# Which level is on top along the diagonal of a Ta₄O₁₁ slab?

A list of levels on either side of the Fermi level looks like a set of bands, but each column gives only a rank. When two bands cross, the column passes from one to the other without notice. On this slab the question has a practical side: do the levels that lose electrons belong to the outer planes, and over what part of the surface zone are they empty? The test is to foretell three points on the diagonal from S to G from the other points in the table.

Kohn–Sham levels of a relaxed 11-plane Ta₄O₁₁ slab, cut from Ta₂O₅ along (001), computed with Ansatz 0.2.0 using PBEsol, scalar-relativistic PAW datasets and no spin polarisation. The plane-wave cutoff is 420 eV, the k mesh 7×7×1 and the Gaussian smearing 0.05 eV. Outer orbital weights are Löwdin shares on the two outer planes of both faces together.

```csv
point label,point a (reciprocal cell vectors),point b (reciprocal cell vectors),level b1 from the Fermi level (eV),outer orbital weight b1,level b2 from the Fermi level (eV),outer orbital weight b2,level a1 from the Fermi level (eV),outer orbital weight a1
X,0.5000,0.0000,-0.550,0.200,-0.610,0.580,2.950,0.080
between,0.4167,0.0000,-0.560,0.200,-0.610,0.580,2.940,0.080
between,0.3333,0.0000,-0.580,0.200,-0.610,0.540,2.930,0.100
between,0.2500,0.0000,-0.570,0.560,-0.610,0.780,2.920,0.120
between,0.1667,0.0000,-0.370,0.820,-0.380,0.840,2.940,0.100
between,0.0833,0.0000,-0.180,0.810,-0.180,0.810,2.890,0.020
G,0.0000,0.0000,-0.100,0.770,-0.110,0.790,2.690,0.080
between,0.0000,0.0833,-0.150,0.790,-0.150,0.790,2.950,0.080
between,0.0000,0.1667,-0.230,0.810,-0.230,0.810,3.570,0.080
between,0.0000,0.2500,-0.080,0.900,-0.100,0.960,4.140,0.020
between,0.0000,0.3333,-0.190,0.020,-0.300,0.820,0.060,0.960
between,0.0000,0.4167,-0.100,0.000,-0.310,0.820,0.130,0.960
Y,0.0000,0.5000,-0.080,0.000,-0.310,0.830,0.160,0.960
between,0.0833,0.5000,-0.070,0.000,-0.380,0.850,0.160,0.950
between,0.1667,0.5000,-0.040,0.040,-0.570,0.880,0.160,0.930
between,0.2500,0.5000,-0.320,0.180,-0.340,0.100,0.010,0.160
between,0.3333,0.5000,-0.060,0.200,-0.090,0.200,0.070,0.320
between,0.4167,0.5000,0.000,0.500,-0.030,0.520,0.060,0.380
S,0.5000,0.5000,-0.490,0.180,-0.590,0.620,0.010,0.620
between,0.4167,0.4167,-0.010,0.440,-0.050,0.480,0.030,0.380
between,0.3333,0.3333,-0.080,0.180,-0.160,0.120,0.060,0.920
between,0.2500,0.2500,?,?,?,?,?,?
between,0.1667,0.1667,?,?,?,?,?,?
between,0.0833,0.0833,?,?,?,?,?,?
```

Point a and point b, written $k_a$ and $k_b$ below, say how far the phase of the electron wave advances from one surface cell to the next along a and b. A value of 1/2 means opposite sign in neighbouring cells. Level b1 is the nearest below the Fermi level, b2 the next one down, and a1 the nearest above. The outer orbital weight is the share of a level found on the two outer planes of both faces together. It comes out low for levels that spill into the vacuum.

## Two families on the outer planes

At G the top level has an outer weight of 0.77, and it sinks on leaving G along either axis. I call this family the hill. Further out along b a second family with high outer weight comes up, and between $k_b=1/4$ and $k_b=1/3$ it passes through the Fermi level. From there to Y it appears as a1, which is why that column seems to drop from 4.14 to 0.06 eV. No band falls by 4 eV; a different level has taken the rank.

The second family hardly responds to $k_a$. It lies at 0.06 eV both at (0, 1/3) and at (1/3, 1/3), and it stays at 0.16 eV from Y to (1/6, 1/2). It behaves like parallel rows of pendulums with springs along each row and none between rows. The pitch then depends on how neighbours in a row swing against each other, lowest in step and highest in opposition, and the timing between rows is of no account. I call this family the chain. The comparison stops at the filling, for which pendulums have no counterpart, and it fails near S, where several mixed levels crowd around the Fermi level and the chain can't be followed.

Why there are empty levels at all is a matter of electron count. With Ta⁵⁺ and O²⁻, the formula Ta₄O₁₁ lacks two electrons, so the highest oxygen levels are the likely ones to lose them. The level weights aren't split by element, but the populations fit: the outermost oxygens hold 4.51 electrons in 2p, the others 4.81 to 4.94. The bulk is Ta₂O₅, where the count balances, so the shortage comes from the cut, which leaves oxygen on both faces.

The two faces are alike, so each is short of one electron. If the chain alone supplied it, its band on each face would be half empty. A band that rises steadily with $k_b$ is then expected to cross the Fermi level near $k_b=1/4$, close to where the table has the crossing.

## From the picture to numbers

Coupling between neighbours in a row gives a cosine of the phase advance. Coupling to second neighbours, or mixing with other levels, adds a cosine of twice that phase:

$$E_{\text{chain}}=c_0+c_1\cos 2\pi k_b+c_2\cos 4\pi k_b .$$

The levels at (0, 1/4), (0, 1/3) and Y fix the three constants exactly: $c_0=-0.12$, $c_1=-0.32$ and $c_2=-0.04$ eV. The negative $c_1$ says that the chain is lowest when neighbouring cells are in phase. At $k_b=5/12$, which played no part in this, the formula is within 0.01 eV of the computed level. That point lies between the ones used, so it is a mild test.

For the hill, the simplest assumption is that the changes along a and b add. One step of 1/12 from G costs 0.08 eV along a and 0.05 eV along b. The higher of the two families is then b1.

The point (1/6, 1/6) shows how the choice works. The two cosines are 1/2 and −1/2, so the chain lies at

$$-0.12-0.32\times\tfrac12+0.04\times\tfrac12=-0.26\ \text{eV}.$$

The hill would be at −0.50 eV, so the chain is on top. At (1/12, 1/12) the order is reversed, with the chain down at −0.42 eV. At (1/4, 1/4) the forecast is simply the chain's level at (0, 1/4).

If the chain is filled at all three points, a1 is again a level across the gap. There too I add the changes along the two axes, which at (1/4, 1/4) gives 2.92 + 4.14 − 2.69 = 4.37 eV. For the outer weight I take the value at (0, 1/4) where the chain leads, and the mean of the two neighbouring axis points where the hill does.

| Point | b1 (eV) | Outer weight of b1 | a1 (eV) |
|---|---:|---:|---:|
| (1/4, 1/4) | −0.08 ± 0.06 | 0.90 ± 0.10 | 4.37 ± 0.40 |
| (1/6, 1/6) | −0.26 ± 0.10 | 0.90 ± 0.10 | 3.82 ± 0.30 |
| (1/12, 1/12) | −0.23 ± 0.06 | 0.80 ± 0.10 | 3.15 ± 0.15 |

The ranges are judgements, not statistics. The first point carries the greatest risk: a chain only 0.08 eV higher would be empty there, and a1 would then lie near zero.

The withheld rows as computed:

```csv
point label,point a (reciprocal cell vectors),point b (reciprocal cell vectors),level b1 from the Fermi level (eV),outer orbital weight b1,level b2 from the Fermi level (eV),outer orbital weight b2,level a1 from the Fermi level (eV),outer orbital weight a1
between,0.2500,0.2500,-0.080,0.940,-0.100,0.980,3.750,0.020
between,0.1667,0.1667,-0.300,0.860,-0.310,0.900,3.730,0.040
between,0.0833,0.0833,-0.220,0.800,-0.220,0.810,3.110,0.020
```

## What held and what failed

All three forecasts of b1 fall within their ranges. At (1/4, 1/4) the computed level equals the forecast to the hundredth of an eV that the table gives. Adding the changes of b1 along the axes, with no regard to the change of family, would have put it at −0.55 eV. The chain's indifference to $k_a$ therefore holds at a point where it had not been seen before.

At (1/6, 1/6) the level is 0.04 eV deeper than forecast, and the likely cause is a slip in my fit. A slab with two like faces carries each surface family twice, as a close pair of levels. At (0, 1/4) the pair is b1 and b2, at −0.08 and −0.10 eV, and I used the upper one. At (0, 1/3) and Y I used a1, which is the lower one, being the first above the Fermi level. The formula triples the difference.

With the lower partner throughout, it gives −0.32 eV at $k_b=1/6$, and b2 at (1/6, 1/6) lies at −0.31 eV. The mended formula also puts the chain at −0.60 eV for $k_b=0$, where b2 stays at −0.61 eV from (1/4, 0) to X. The constants of the forecast would put it at −0.48 eV, where those rows have no level. This second match is only a hint. The outer weight of b2 is 0.54 to 0.78 there, lower than the chain has on the diagonal, and rounding in the table can shift the formula by up to about 0.09 eV at $k_b=0$, against 0.04 eV at $k_b=1/6$. At (1/12, 1/12) the sum for the hill is good to 0.01 eV, too small a difference to interpret.

The outer weights are also right to within 0.04. They place these levels mainly on the outer planes, but they don't prove true surface states. For that, the levels would have to lie where the bulk has no states at the same $k_a$ and $k_b$, and no bulk bands are given. A resonance, which is a surface-heavy level mixed with bulk states, remains possible.

The clear failure is a1 at (1/4, 1/4), forecast 0.62 eV too high and well outside its range. Adding the axes assumes that a step along a has the same effect at every $k_b$. In fact, going from $k_a=0$ to 1/4 raises a1 by 0.23 eV at $k_b=0$ but lowers it by 0.39 eV at $k_b=1/4$. A different empty band taking over the rank would do this, and that is my guess; following the orbital make-up of the empty levels would settle it. The other two values of a1 are within 0.1 eV, so the sum served near G and broke down further out.

## What to do with it

With the diagonal filled in, the listed points divide by $k_b$ alone. Wherever $k_b$ is 1/4 or less, the next level up is at least 2.69 eV above the Fermi level; wherever it is 1/3 or more, one lies within 0.16 eV. The value of $k_a$ makes no difference to this division. A check at G and X only would therefore report a wide gap and overlook that the computed slab is a metal.

For another point close to the diagonal with $k_b$ of 1/4 or less, estimate both families and take the higher one. Follow a level by its weight and its response to direction, not by its column, and where two like faces give pairs, fit the same partner throughout. The recipe fails from (0, 1/3) to Y and near X. There the nearest level below the Fermi level has little outer weight, at most 0.02 on the first stretch and 0.20 near X, and is neither the chain nor the hill. Near S the recipe shouldn't be used either. There the levels at the Fermi level are only partly on the outer planes, and those within a few hundredths of an eV of it are partly filled because of the smearing.

Before the empty chain is taken for a property of a real surface, the calculation should be repeated with spin allowed and with the surface free to reconstruct. A cell doubled along b is the first to try, because a chain near half filling can lower its energy by pairing neighbouring cells, which the single cell used here forbids. The doubled cell also allows every second outermost oxygen to be taken away on both faces, which would restore the balanced count of Ta₂O₅. Holes in oxygen levels can settle on a few atoms and become magnetic. This calculation forbids the magnetism, and its functional tends to spread holes out. It also leaves out spin-orbit coupling, which matters mainly for tantalum 5d levels, and PBEsol tends to make gaps too small, so the energies across the gap are rough. The forecasts above test a picture of the computed bands, not the stability of the metallic surface.
